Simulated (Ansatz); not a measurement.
## YSc: the change of energy above lowest point with volume scale

Results calculated with Ansatz 0.2.0, not measured. Free energy against uniform scaling of the volume at fixed shape and fractions; periodic cell, basis, potentials, k mesh and filling as listed.

The cell before it is scaled or strained (space group P-6m2, No. 187):
```
YSc
1.0
      3.5202     0.0000     0.0000
     -1.7601     3.0486     0.0000
      0.0000     0.0000     5.4041
Y Sc
1 1
Direct
  0.00000 0.00000 0.00000
  0.33333 0.66667 0.50000
```

Settings of every row: functional LDA; dispersion none; potentials all-electron LAPW; k mesh 9x9x6; k shift 0x0x0; occupations methfessel paxton; smearing width 0.1 eV; spin none; basis error target 0.002 eV/atom.

Limits: coarse k mesh, up to 40 meV an atom off; minimum outside the range; the cell comes from a prototype or a list of computed structures and needn't be the stable phase.

| row | volume scale | V (Å³/atom) | energy above lowest point (meV/atom) |
| --- | --- | --- | --- |
| 1 | 0.92 | 26.678 | 0 |
| 2 | 0.96 | 27.838 | 13.8 |
| 3 | 1 | 28.998 | 40.6 |
| 4 | 1.04 | 30.157 | ? |
| 5 | 1.08 | 31.317 | 124.5 |

Question: what energy above lowest point should row 4 give?

Worked fit of energy above lowest point. Take u = (V_r/V)^(2/3) − 1 with V_r = 28.418 Å³ an atom, which is twice the finite (Eulerian) strain; such expansions in the strain, on which the Birch-Murnaghan equation of state is built, carry the rest volume and the bulk modulus. The shown rows have u = 0.04302, 0.01384, -0.01338, -0.06271. Least squares give energy above lowest point = 25.71 − 994.9 × u + 9254 × u² meV/atom; a straight line predicts inner rows, each left out in turn, worse (root mean square 16 against 0.18 meV/atom). The rows lie off it by 0.0, 0.1, -0.1, 0.0. The withheld row has u = -0.03882, so the fit gives 25.71 − 994.9 × (-0.03882) + 9254 × (-0.03882)² = 78.3 meV/atom.

The calculation gave 78.1 meV/atom. The fit lies 0.2 meV/atom (0.16 % of the column's range) above it; its largest miss of a shown row is 0.1 meV/atom.
